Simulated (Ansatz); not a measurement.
La2AlGe3: Eu on a La site

Level of theory: r2SCAN, collinear spin, scalar-relativistic; Ansatz, plane waves to 500 eV (PAW set soft_2), k-mesh 3×3×3.

The relaxed host crystal (no gap at this level of theory):

```
Al Ge La
1.0
    -2.17775    2.29018    7.21311
     2.17775   -2.29018    7.21311
     2.17775    2.29018   -7.21311
Al Ge La
1 3 2
Direct
  0.29214 0.79214 0.50000
  0.03860 0.03860 0.00000
  0.20856 0.20856 0.00000
  0.46126 0.96126 0.50000
  0.62167 0.62167 0.00000
  0.87777 0.37777 0.50000
```

Supercell of 30 atoms, rows of the matrix [[1,-2,-1],[1,2,2],[0,1,2]] times the cell vectors; Eu on a La site at (0.622, 0.622, 0.000) in fractions of the cell above. Atoms are relaxed at the host's cell, from a start shaken by 0.05 Å near the defect.

Distances from the Eu atom (Å), by shell of the perfect crystal:

```csv
shell,perfect crystal,"relaxed, charge 0"
2 Ge,3.18,3.19
2 Al,3.36,3.34
8 Ge,3.39 (3.38 to 3.40),3.38 (3.37 to 3.40)
```

| charge | moment of the cell (μB) | moment on Eu (μB) | 4f electrons on Eu | gap of the cell on the mesh (eV) |
| --- | --- | --- | --- | --- |
| 0 | 6.93 | 6.81 | 6.8 | 0.00 |

The moment on Eu matches Eu2+ (4f7) at charge 0.

Formation energy of the neutral defect: 0.35 eV, taking atoms from and to the elements' standard states (no corrections for gases), so it belongs to those chemical potentials alone.

Caveats: 4f shell without a U, which puts 4f levels too near the Fermi level; open f or d shells may hold a state above the lowest; small supercell, so energies and levels can be off by tenths of an eV; one random start near the defect, so other minima are possible.

Europium enters the lanthanum site as a divalent ion, with 6.8 4f electrons and a local moment of 6.81 μB. The driving force is the exchange stabilisation of the half-filled 4f shell, which favours keeping an electron that lanthanum would give to the bonding and conduction states. Neutral substitution therefore leaves the Al–Ge framework with about one electron fewer per Eu. In this metal the deficit is probably taken up by states at the Fermi level rather than by a localised hole.

The surroundings barely respond: the nearest Ge shell moves out slightly, while the Al and outer Ge shells move in. Since Eu2+ is larger than La3+, a general expansion might have been expected. Its absence suggests that the connected framework, held at the host's cell, resists the size mismatch, so the distances alone would not reveal the valence. The cell moment is almost entirely that of the 4f shell, but a single Eu configuration says nothing about the sign or strength of magnetic coupling between Eu ions.
